**GaAs by methods of different class: volume and bulk modulus from one pressure**

The table lists band gap, volume per atom and bulk modulus of zinc-blende GaAs from a force field, tight binding, semi-empirical methods and density-functional theory (PBE in several bases, r2SCAN, GLLB-SC), with gaps taken on the r2SCAN cell and without spin-orbit coupling. The program tests a Murnaghan rule anchored on r2SCAN, $B\propto V^{-n}$ with $n=4.5$, which gives a method's equilibrium volume and modulus from its pressure on that cell, and compares it with a linear step and with the exponent 7/6. For plane-wave PBE the rule gives the volume to 0.06 % and the modulus to 2.4 %; from volumes alone it holds within 5 % for three of six rows, and a fit to PBE and PBE DZVP gives $n=4.6$. It fails for the minimal SZV basis, PM7 and GFN1-xTB. The gaps span a factor of 13 on one cell and follow no such rule.

Bulk GaAs (space group F-43m) computed with several programs and methods, without spin polarization or spin-orbit coupling. Band gaps are from single points on the r2SCAN-relaxed cell and include the derivative discontinuity for GLLB-SC; volumes are from each method's own relaxation or energy curve, and bulk moduli are for fixed cell shape.

## Script

```python
# Table: zinc-blende GaAs by force field, tight binding, semi-empirical and DFT methods (several programs,
# no spin-orbit): gap on the r2SCAN cell, own volume per atom and bulk modulus.
# Tested: hand rule B ~ V^-n (Murnaghan) anchored on r2SCAN, and volume and modulus from one pressure.
T = {
    'rung_name': ['GaAs.bop.table', 'PBE coarse-settings', 'PBE', 'PBE sz-orbitals', 'GLLB-SC', 'GFN1-xTB tblite', 'GFN2-xTB tblite', 'PBE SZV', 'r2SCAN', 'PM6', 'PM7', 'PBE DZVP'],
    'rung_kind': ['force field', 'low cutoff and mesh', 'semilocal', 'small basis', 'model potential', 'tight binding', 'tight binding', 'small basis', 'semilocal', 'semi-empirical', 'semi-empirical', 'small basis'],
    'rung_band_gap': [None, 0.399, 0.466, 0.443, 0.988, 0.586, 2.667, 0.726, 0.962, 2.461, 5.315, 0.449],  # eV
    'rung_volume_per_atom': [22.714, None, 23.696, None, None, 25.215, None, 24.773, 22.739, None, 22.495, 24.079],  # angstrom^3
    'rung_bulk_modulus': [75.1, None, 58.8, None, None, 13.5, None, 59.5, 72.7, None, 115.9, 56.8],  # GPa
    'rung_atoms_computed': [2, 2, 2, 2, 2, 64, 64, 2, 2, 64, 64, 2],
}
import numpy as np
from scipy.optimize import brentq
from scipy.constants import k, e
N = T['rung_name']
V = dict(zip(N, T['rung_volume_per_atom']))
B = dict(zip(N, T['rung_bulk_modulus']))
G = dict(zip(N, T['rung_band_gap']))
Vr, Br = V['r2SCAN'], B['r2SCAN']
n = 4.5        # rough recalled pressure derivative of B
Gm, aV = 1.5, -8.0   # rough recalled: measured gap (eV), dGap/dlnV (eV)
# pressures on the r2SCAN cell (GPa) and GLLB-SC gap parts (eV): further outputs of the same runs
P = {'PBE': 2.774159, 'GaAs.bop.table': -0.0831, 'PBE coarse-settings': 3.893316}
ks, dd = 0.74776, 0.24007
pc = lambda a, b: 100*(a/b - 1)
print(f"anchor r2SCAN: V {Vr:.3f} A^3/atom, B {Br:.1f} GPa, a {(8*Vr)**(1/3):.3f} A; n = {n}")
print(f"table rounding: V {100*0.0005/Vr:.3f} %, B {100*0.05/Br:.2f} %")
print("A. from pressure P: B0 = Br - nP, V0 = Vr (1 - nP/Br)^(-1/n)")
for r, p in P.items():
    x = 1 - n*p/Br
    v, b, vl = Vr*x**(-1/n), Br - n*p, Vr*(1 + p/Br)
    print(f" {r}: P {p:+.2f} GPa, bracket {x:.4f}, V0 {v:.3f}, B0 {b:.1f}, linear V0 {vl:.3f}")
    if V[r] is None:
        print("   no table value to compare")
        continue
    print(f"   errors: V0 {pc(v,V[r]):+.3f} %, B0 {pc(b,B[r]):+.1f} %, linear V0 {pc(vl,V[r]):+.3f} %, unchanged B {pc(Br,B[r]):+.1f} %")
p = P['PBE']
for m in (4, 5):
    print(f" PBE with n={m}: V0 error {pc(Vr*(1-m*p/Br)**(-1/m),V['PBE']):+.2f} %, B0 error {pc(Br-m*p,B['PBE']):+.1f} %")
own = lambda b0: brentq(lambda m: b0/m*((V['PBE']/Vr)**m - 1) - p, 0.5, 15)
print(f" PBE modulus moved to the r2SCAN cell: {B['PBE']+n*p:.1f} GPa ({pc(B['PBE']+n*p,Br):+.1f} % vs r2SCAN)")
print(f" n from PBE's own P, V0, B0: {own(B['PBE']):.1f}; if B0 were 2 % higher: {own(1.02*B['PBE']):.1f}")
print("B. from volume: B0 = Br (Vr/V)^n; dV, da vs r2SCAN; errors in %")
print(" row | dV % | da % | B table | B rule | err 4.5 | err 4 | err 5 | err 7/6 | implied n")
rows = [r for r in N if V[r] is not None and r != 'r2SCAN']
err, imp = {}, {}
for r in rows:
    f = lambda m: Br*(Vr/V[r])**m
    err[r] = [pc(f(m), B[r]) for m in (n, 4, 5, 7/6)]
    imp[r] = -np.log(B[r]/Br)/np.log(V[r]/Vr)
    print(f" {r} | {pc(V[r],Vr):+.2f} | {100*((V[r]/Vr)**(1/3)-1):+.2f} | {B[r]:.1f} | {f(n):.1f} | "
          + " | ".join(f"{x:+.1f}" for x in err[r]) + f" | {imp[r]:.1f}")
print(" (force-field volume is within 0.2 % of the anchor: its implied n has no meaning)")
fit = ['PBE', 'PBE DZVP']   # same kind of theory as the anchor, flexible basis
x = np.log([V[r]/Vr for r in fit]); y = np.log([B[r]/Br for r in fit])
nf = -(x@y)/(x@x)
print(f" n fitted on PBE and PBE DZVP only: {nf:.2f}; softening per 1 % volume at n=4.5: {-pc(1.01**-n,1):.1f} %")
w = max(rows, key=lambda r: abs(err[r][0]))
print(f" within 5 %: {sum(abs(err[r][0])<5 for r in rows)} of {len(rows)} rows; worst {w} {err[w][0]:+.0f} %")
print("C. gaps on one cell: eV, difference to PBE, ratio to rough measured 1.5 eV")
for r in N:
    if G[r] is not None:
        print(f" {r}: {G[r]:.3f}, {G[r]-G['PBE']:+.3f}, {G[r]/Gm:.2f}")
gp = [G[r] for r in N if r.startswith('PBE')]
ga = [g for g in G.values() if g is not None]
print(f" PBE settings span {max(gp)-min(gp):.3f} eV; largest/smallest gap of all rows {max(ga)/min(ga):.1f}")
print(f" GLLB-SC {ks:.3f}+{dd:.3f} eV; total minus r2SCAN {ks+dd-G['r2SCAN']:+.3f}, Kohn-Sham part minus r2SCAN {ks-G['r2SCAN']:+.3f}")
print(f" rough size of PBE gap change on relaxing to own volume: {aV*np.log(V['PBE']/Vr):+.1f} eV")
print(f" 0.1 eV of gap changes exp(-Eg/2kT) at 300 K by factor {np.exp(0.1*e/(2*k*300)):.1f}")
assert P['PBE'] > 0 and V['PBE'] > Vr and B['PBE'] < Br
assert 3.5 < nf < 5.5
assert all(abs(err[r][0]) < abs(err[r][3]) for r in fit)
assert imp['GFN1-xTB tblite'] > 10 and imp['PM7'] > 10 and imp['PBE SZV'] < 3.5
```

Output:

```
anchor r2SCAN: V 22.739 A^3/atom, B 72.7 GPa, a 5.666 A; n = 4.5
table rounding: V 0.002 %, B 0.07 %
A. from pressure P: B0 = Br - nP, V0 = Vr (1 - nP/Br)^(-1/n)
 PBE: P +2.77 GPa, bracket 0.8283, V0 23.711, B0 60.2, linear V0 23.607
   errors: V0 +0.064 %, B0 +2.4 %, linear V0 -0.377 %, unchanged B +23.6 %
 GaAs.bop.table: P -0.08 GPa, bracket 1.0051, V0 22.713, B0 73.1, linear V0 22.713
   errors: V0 -0.004 %, B0 -2.7 %, linear V0 -0.004 %, unchanged B -3.2 %
 PBE coarse-settings: P +3.89 GPa, bracket 0.7590, V0 24.176, B0 55.2, linear V0 23.957
   no table value to compare
 PBE with n=4: V0 error +0.02 %, B0 error +4.8 %
 PBE with n=5: V0 error +0.11 %, B0 error +0.0 %
 PBE modulus moved to the r2SCAN cell: 71.3 GPa (-1.9 % vs r2SCAN)
 n from PBE's own P, V0, B0: 6.4; if B0 were 2 % higher: 5.5
B. from volume: B0 = Br (Vr/V)^n; dV, da vs r2SCAN; errors in %
 row | dV % | da % | B table | B rule | err 4.5 | err 4 | err 5 | err 7/6 | implied n
 GaAs.bop.table | -0.11 | -0.04 | 75.1 | 73.1 | -2.7 | -2.8 | -2.7 | -3.1 | 29.5
 PBE | +4.21 | +1.38 | 58.8 | 60.4 | +2.7 | +4.8 | +0.6 | +17.8 | 5.1
 GFN1-xTB tblite | +10.89 | +3.51 | 13.5 | 45.7 | +238.2 | +256.2 | +221.2 | +377.3 | 16.3
 PBE SZV | +8.94 | +2.90 | 59.5 | 49.4 | -16.9 | -13.3 | -20.4 | +10.6 | 2.3
 PM7 | -1.07 | -0.36 | 115.9 | 76.3 | -34.2 | -34.5 | -33.8 | -36.5 | 43.2
 PBE DZVP | +5.89 | +1.93 | 56.8 | 56.2 | -1.1 | +1.8 | -3.9 | +19.7 | 4.3
 (force-field volume is within 0.2 % of the anchor: its implied n has no meaning)
 n fitted on PBE and PBE DZVP only: 4.60; softening per 1 % volume at n=4.5: 4.4 %
 within 5 %: 3 of 6 rows; worst GFN1-xTB tblite +238 %
C. gaps on one cell: eV, difference to PBE, ratio to rough measured 1.5 eV
 PBE coarse-settings: 0.399, -0.067, 0.27
 PBE: 0.466, +0.000, 0.31
 PBE sz-orbitals: 0.443, -0.023, 0.30
 GLLB-SC: 0.988, +0.522, 0.66
 GFN1-xTB tblite: 0.586, +0.120, 0.39
 GFN2-xTB tblite: 2.667, +2.201, 1.78
 PBE SZV: 0.726, +0.260, 0.48
 r2SCAN: 0.962, +0.496, 0.64
 PM6: 2.461, +1.995, 1.64
 PM7: 5.315, +4.849, 3.54
 PBE DZVP: 0.449, -0.017, 0.30
 PBE settings span 0.327 eV; largest/smallest gap of all rows 13.3
 GLLB-SC 0.748+0.240 eV; total minus r2SCAN +0.026, Kohn-Sham part minus r2SCAN -0.214
 rough size of PBE gap change on relaxing to own volume: -0.3 eV
 0.1 eV of gap changes exp(-Eg/2kT) at 300 K by factor 6.9
```
